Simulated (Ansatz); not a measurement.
A series in volume scale on ScB₂

Results calculated with Ansatz 0.2.0, not measured. Periodic Kohn-Sham DFT of a crystal at fixed atoms, scaled to volume_scale times the given cell; pressure positive in compression, energy less spherical unpolarised free atoms, largest_vzz the field gradient of largest size among the nuclei.

The cell before it is scaled or strained (space group P6/mmm, No. 191):
```
cell vectors (Å)
   3.1500     0.0000     0.0000
  -1.5750     2.7280     0.0000
   0.0000     0.0000     3.5200
atoms (fractions of the cell vectors)
Sc  0.00000  0.00000  0.00000
B   0.33333  0.66667  0.50000
B   0.66667  0.33333  0.50000
```

Settings of every row: method all-electron LAPW; functional PBEsol; relativity scalar; k mesh 12x12x9; filling fermi-dirac; smearing width 0.03 eV; basis error target 1 meV/atom; nucleus gaussian.

Atom start moment: 0 on all atoms.

| row | volume scale | V (Å³/atom) | pressure (GPa) | energy less free atoms (eV/atom) |
| --- | --- | --- | --- | --- |
| 1 | 0.94 | 9.478 | 7.881 | -7.256 |
| 2 | 0.98 | 9.881 | ? | ? |
| 3 | 1 | 10.083 | -4.861 | -7.2605 |
| 4 | 1.01 | 10.184 | -6.644 | -7.2569 |
| 5 | 1.04 | 10.486 | -11.501 | -7.2397 |

Question: what pressure and energy less free atoms should row 2 give?

Worked fit of pressure. Take u = (V_r/V)^(2/3) − 1 with V_r = 10.133 Å³ an atom, which is twice the finite (Eulerian) strain; such expansions in the strain, on which the Birch-Murnaghan equation of state is built, carry the rest volume and the bulk modulus. The shown rows have u = 0.04556, 0.0033, -0.00334, -0.02257. Least squares give pressure = −5.7546 + 269.39 × u + 656.16 × u² GPa; a straight line predicts inner rows, each left out in turn, worse (root mean square 0.44 against 0.0058 GPa). The rows lie off it by 0.000, -0.003, 0.003, -0.001. The pressure vanishes at u = 0.0204, or V = 9.831 Å³ an atom, and there the bulk modulus at fixed shape and fractions is B = −V dP/dV = (2/3)(1 + u) dP/du = 201 GPa. Letting shape and atoms relax would as a rule lower it, by much in layered, chain or molecular crystals. The withheld row has u = 0.01693, so the fit gives −5.7546 + 269.39 × (0.01693) + 656.16 × (0.01693)² = -1.006 GPa.

The calculation gave -1.025 GPa. The fit lies 0.019 GPa (1.9 % of the value, 0.098 % of the column's range) above it; its largest miss of a shown row is 0.003 GPa.

Worked fit of energy less free atoms. Take u = (V_r/V)^(2/3) − 1 with V_r = 10.133 Å³ an atom, which is twice the finite (Eulerian) strain; such expansions in the strain, on which the Birch-Murnaghan equation of state is built, carry the rest volume and the bulk modulus. The shown rows have u = 0.04556, 0.0033, -0.00334, -0.02257. Least squares give energy less free atoms = −7.25886 − 0.5467 × u + 13.377 × u² eV/atom; a straight line predicts inner rows, each left out in turn, worse (root mean square 0.0089 against 3.5e-05 eV/atom). All shown rows lie on it to the printed digit. Its lowest point lies at u = 0.0204, or V = 9.83 Å³ an atom, and the curvature there gives the bulk modulus at fixed shape and fractions, B = (4/9)(1 + u)² E″(u)/V = 202 GPa. Letting shape and atoms relax would as a rule lower it, by much in layered, chain or molecular crystals. The withheld row has u = 0.01693, so the fit gives −7.25886 − 0.5467 × (0.01693) + 13.377 × (0.01693)² = -7.2643 eV/atom.

The calculation gave -7.2643 eV/atom. The fit meets it to the printed digit.
